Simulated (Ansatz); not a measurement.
## Ligand exchange: HOF + Si(CH3)2(OH)(SiH3) → SiH3F + Si(CH3)2(OH)2

Species: HOF (hypofluorous acid) `OF`, singlet; Si(CH3)2(OH)(SiH3), singlet; SiH3F `F[SiH3]`, singlet; Si(CH3)2(OH)2 (dimethylsilanediol), singlet. The partners trade OH for SiH3: F–OH and Si–SiH3 bonds give way to F–SiH3 and Si–OH.

Shapes, held fixed at every level: PBE0-D4/def2-TZVP. Flexible molecules stand in one conformer, not always the lowest. Programs: Ansatz 0.2.0. Electronic energies: no zero-point or thermal term.

(1) Estimate ΔE of this reaction.

## Answers

(1) The highest level, CCSD(T)/CBS estimate, gives ΔE = -676.2 kJ/mol; the levels span -726.3 to -603.2. The column of differences is taken from that level and isn't an error. No measured value is set beside it here. The CBS estimate extrapolates MP2 from def2-TZVPP and def2-QZVPP and adds CCSD(T) − MP2 in the triple-zeta set, cores frozen.

```csv
level,kind,ΔE (kJ/mol),less CCSD(T)/CBS estimate
HF/def2-TZVPP,Hartree–Fock,-726.3,-50.1
PBE-D4/def2-TZVPP,GGA,-603.2,+73.0
wB97M-V/def2-TZVPP,range-separated hybrid,-664.7,+11.5
wB97X-V/def2-TZVPP,range-separated hybrid,-651.8,+24.4
CCSD(T)/def2-TZVPP,coupled cluster or CI,-665.4,+10.8
CCSD/def2-TZVPP,coupled cluster or CI,-677.2,-1.0
CCSD(T)/CBS estimate,coupled cluster or CI,-676.2,0.0
```

The exchange is strongly exothermic at every level, and the spread between methods changes its size but not its sign. The driving force is the replacement of two weak bonds by two strong ones. The O–F bond is weakened by lone-pair repulsion between two small, electronegative atoms, and the Si–Si bond is a nonpolar bond between large atoms with modest overlap. In the products, silicon binds fluorine and oxygen instead, and the large electronegativity difference gives short, highly polar bonds.

Hartree–Fock exaggerates the energy release, and perturbative triples reduce it at fixed basis, probably because correlation stabilises the electron-rich O–F bond more than the bonds that replace it. The near-coincidence of CCSD/def2-TZVPP with the CBS estimate is therefore a cancellation: the missing triples and the unfinished basis shift the energy in opposite directions. It doesn't show that CCSD is converged for this reaction. The large driving force also says nothing about the barrier or whether a concerted exchange is feasible.
